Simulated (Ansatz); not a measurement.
# Forces and Kohn-Sham gap of an H-covered Ge(111) slab under a change of functional from PBE

A functional can leave the gap of a semiconductor slab almost where it was and still change the forces on its atoms about as much as one that doubles the gap. We look at this in a thin Ge(111) slab with H on both faces, a simple model of a passivated germanium surface. Relaxed structures and vibrations depend on the forces, while optical and electrical estimates depend on the gap, so the functional worth paying for may differ between the two. Each functional is applied to the same 54 displaced atoms. Force differences are r.m.s. values per component against the PBE run, and gaps are Kohn-Sham gaps at Γ.

## Systems and settings

One cell of 54 atoms: diamond-structure Ge (a = 5.658 Å), (111) slab of 4 atomic planes, 3 x 3 surface cells, H on the broken bonds of both faces, 12 Å of vacuum; displaced by a Gaussian of 0.02 Å. Every run is a single point on the same atoms. Reference: Ansatz 0.2.0: Kohn-Sham DFT with PBE, PAW potentials, plane waves to 420 eV, k-points Γ alone, Gaussian smearing of 0.05 eV, no spin polarisation, no spin-orbit coupling. Its r.m.s. force component is 0.371 eV/Å. Each other row changes what its name says and holds the rest. Hardware: 4 threads of Arm Neoverse V2.

- kind: kind of change.
- force difference (meV/Å): r.m.s. difference of force components from the reference run.
- gap (eV): Kohn-Sham gap: lowest empty less highest filled level over the k-points of the run.
- SCF time (s): wall time of the SCF cycles, summed as logged.

Input lines of one member:

```
kpoints:
  mp_grid: { grid: [1, 1, 1] }
hamiltonian:
  xc: pbe
scf:
  occupations: { method: gaussian, width: 0.05 }
```

Command (options for logging and memory left out): `ansatz run input.yaml --threads 4 --backend cpu`

## Data

```
member            kind       force difference (meV/Å)  gap (eV)  SCF time (s)
reference (PBE)   reference  –                         0.761     24
HSE06             model      63.584                    1.585     320
PBE0              model      66.751                    2.287     330
r2SCAN at 500 eV  model      82.553                    1.081     62
LDA               model      ?                         ?         20
PBEsol            model      59.827                    0.700     20
```

Cells marked ? are withheld until the estimate has been made.

## The trend and its physics

Among the members shown, r2SCAN moves the forces most (82.553 meV/Å) and PBE0 moves the gap most (2.287 − 0.761 = 1.526 eV). The force differences span a factor of only 82.553 / 59.827 = 1.38, and the smallest is still 59.827 / (0.371 × 1000) = 0.16 of the r.m.s. force itself. The gap changes are far less even, from 0.700 − 0.761 = −0.061 eV for PBEsol to the 1.526 eV of PBE0.

The two quantities respond to different parts of the functional. PBEsol weakens the gradient correction of PBE and so favours shorter Ge–Ge bonds. On fixed atoms this appears as an added pull along each bond. Inside the slab these pulls cancel, but an outermost Ge atom has three back bonds and only an H atom opposite them. If the whole difference sat on the vertical components of these 18 atoms, out of 3 × 54 = 162 components, each would feel 59.827 × √(162 / 18) = 179 meV/Å. With a bond stiffness of very roughly 10 eV/Å², that is a change of about 0.02 Å in preferred bond length, a plausible size.

The hybrids replace a quarter of the PBE exchange by exact exchange, which lowers filled levels relative to empty ones. PBE0 keeps this at long range and HSE06 screens it away. The long-range part adds 2.287 − 1.585 = 0.702 eV to the gap but only 3.167 meV/Å to the size of the force difference.

The hybrids take 13 to 14 times the SCF time of PBE (320 / 24 = 13.3 for HSE06). For r2SCAN the factor is 62 / 24 = 2.6, part of which pays for the higher cutoff. That cutoff also enters its force difference, probably by a few meV/Å, less than its lead of 15.802 meV/Å over PBE0. PBEsol costs about as much as PBE, so a large change in forces need not be expensive.

## Estimating the withheld member

Plain estimates from the members shown:

- LDA, mean of the 4 members shown: 68.179 meV/Å, standard deviation 8.7

The mean of the four members, 68.179 meV/Å, mixes hybrids and a meta-GGA with the one member that resembles LDA. We start instead from PBEsol, because LDA continues the same change: PBEsol weakens the gradient correction of PBE, and LDA removes it.

The lower end of the range is PBEsol itself, 60 meV/Å, since LDA generally favours bonds at least as short as PBEsol does and should pull the surface Ge atoms inward at least as strongly.

The upper end follows from exchange alone. The coefficient of the gradient term in exchange is roughly 0.22 in PBE, 0.12 in PBEsol and zero in LDA. If the forces changed in proportion to it, LDA would lie 0.22 / (0.22 − 0.12) = 2.2 times as far from PBE as PBEsol does, or 59.8 × 2.2 = 132 meV/Å. The gradient term in correlation acts against that in exchange, and LDA removes it too, whereas PBEsol only reduces it by about a third. This holds LDA below the upper end.

With no reason to favour either end, we take the middle, (60 + 132) / 2 = 96 meV/Å. A flat distribution over this range has a standard deviation of (132 − 60) / √12 = 21 meV/Å. The other members shown change more than the gradient terms, so they offer no trial of this route.

**Committed estimate, LDA: force difference = 96 ± 21 meV/Å.**

## Outcome

```
member  kind   force difference (meV/Å)  gap (eV)  SCF time (s)
LDA     model  100.202                   0.610     20
```

```
member  estimate   force difference (meV/Å)  computed  estimate − computed  miss in error bars
LDA     committed  96.000                    100.202   −4.202               0.2
LDA     mean       68.179                    100.202   −32.023
```

The estimate of 96 ± 21 meV/Å lies 4.202 below the computed 100.202, well inside its error bar, while the mean of the other members falls short by 32.023. LDA, not r2SCAN, now moves the forces most.

What held is the bracket: LDA goes further from PBE than PBEsol does, but less far than the exchange coefficient alone would take it. The computed ratio is 100.202 / 59.827 = 1.67, against 2.2 from exchange. Scaling by exchange alone would have given 132, about as far off as the mean. The midpoint was a choice between two limits, so the small miss is no measure of the method's precision.

The result fits the picture of forces that grow as the gradient correction is taken away, with correlation offsetting part of the exchange effect. It does not confirm that the pull sits on the outer Ge atoms. Ge–H bonds also respond to the functional, and an r.m.s. value does not tell which bonds carry the difference.

## Outliers

In the forces LDA stands apart, 100.202 − 82.553 = 17.649 meV/Å above the next member, r2SCAN. The likeliest reason is that it drops the gradient correction altogether, where PBEsol only weakens it. r2SCAN in turn lies above both hybrids. Its dependence on the kinetic-energy density may account for this, but PAW partial waves made for PBE add an error of unknown sign, here and in every other row except the reference.

In the gap the hybrids stand apart, HSE06 by 1.585 − 0.761 = 0.824 eV above PBE and PBE0 by nearly twice as much. Exact exchange explains the direction of both shifts. The size of the PBE0 shift is less secure, because unscreened exchange converges slowly with k-points and only Γ is used here. An error of some tenths of an eV from this source would be no surprise. LDA is unremarkable in this column, with a gap only 0.151 eV below that of PBE.

## What the accuracy costs

LDA and PBEsol take about as long as PBE, so the largest change in forces comes at no extra cost. A larger change is not a better force, however, and the table holds no measured structure to judge by.

The hybrids add about 300 s of SCF time to each single point, and what this buys is mainly the gap. For bulk semiconductors HSE06 generally comes much nearer to measured gaps than PBE, which is too low. A sensible division of labour is to relax the slab with a semilocal functional and run HSE06 once on the final structure. PBE0 costs as much as HSE06 and usually overshoots the gaps of semiconductors with a small gap.

## What to take away

For this slab at fixed atoms, changing the functional from PBE alters the forces by 60 to 100 meV/Å, whereas only the hybrids move the gap by more than half an eV. The size of one change does not foretell the other. For LDA, knowing how the functional treats the gradient correction was a better guide to its forces than the mean of the other functionals, though one case does not make a rule.

In practical terms, the LDA difference is 100.202 / (0.371 × 1000) = 0.27 of the r.m.s. force in the PBE run. Forces from different functionals should therefore not be mixed in one relaxation or one training set.

Of the physics left out, spin–orbit coupling would lower the gap by roughly 0.1 eV by raising the top of the valence band. That exceeds the shift from PBE to PBEsol but is small beside those of the hybrids.

[Logs are printed without paths, hosts, clocks, repeated set-up lines and the standing remarks that a program may print on its own settings, such as how far it seeks lower states.]

[On method and selection: Runs that did not converge, have known faults or may not be shown are not listed, and runs on Ansatz's PAW sets soft_1 and soft_2 are kept to separate tables.]
